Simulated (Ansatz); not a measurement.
## Dissociation curves of CH5B (BH2Me)

CH5B: 7 atoms, total charge 0, spin state singlet. As SMILES, `[H]B([H])C`. The coordinates come from a GFN2-xTB relaxation.

```xyz
7

B     0.4448    0.7811    0.0063
H     1.6149    0.7823    0.0090
H    -0.1297    1.7981   -0.0614
C    -0.3372   -0.5740    0.0397
H    -0.4056   -0.9294   -0.9911
H    -1.3583   -0.4963    0.4055
H     0.1709   -1.3619    0.5920
```

The B1–H2 distance is scanned; the parts on either side stay rigid. Basis STO-3G, 2 core orbitals frozen in the correlated methods; program Ansatz 0.2.0. FCI is exact within this basis and core. Energies in eV from each method's value at 1.170 Å; methods without a U are spin-restricted. The shape above is that at 1.170 Å.

| distance (Å) | BLYP | revPBE | B3LYP | CCSDT(Q) | FCI |
| --- | --- | --- | --- | --- | --- |
| 1.170 | 0.00 | 0.00 | 0.00 | 0.00 | 0.00 |
| 1.463 | 0.78 | 0.77 | 0.87 | 0.79 | 0.79 |
| 1.755 | 2.29 | 2.30 | 2.50 | 2.33 | 2.33 |
| 2.340 | 5.07 | 5.13 | 5.57 | 4.71 | 4.71 |
| 2.925 | 6.79 | 6.86 | 7.52 | 5.50 | 5.49 |

Departure from the FCI curve at its largest: BLYP +1.30 eV at 2.92 Å; revPBE +1.37 eV at 2.92 Å; B3LYP +2.03 eV at 2.92 Å; CCSDT(Q) within 0.005 eV. Restricted functionals keep the electrons paired too, and rise too high.

Up to 1.755 Å, BLYP and revPBE stay close to FCI, while B3LYP is already too steep; beyond that, all three functionals climb well above it. As the B–H σ and σ* orbitals approach degeneracy, the exact singlet mixes both configurations and becomes two neutral radicals. A single closed-shell determinant instead retains ionic B⁺H⁻ and B⁻H⁺ character, whose cost grows with separation. Semilocal exchange mimics part of the missing left-right correlation; the exact exchange in B3LYP removes some of that compensation, which probably explains its larger error.

CCSDT(Q) follows FCI because only one electron pair is being separated, and its coupling to the remaining valence electrons is captured by the higher excitations.

The FCI rise of 5.49 eV already exceeds the usual strength of a B–H bond, probably because the minimal basis describes the separated fragments poorly and they cannot relax. The curve is also still rising at the last point, so it doesn't establish a dissociation limit.
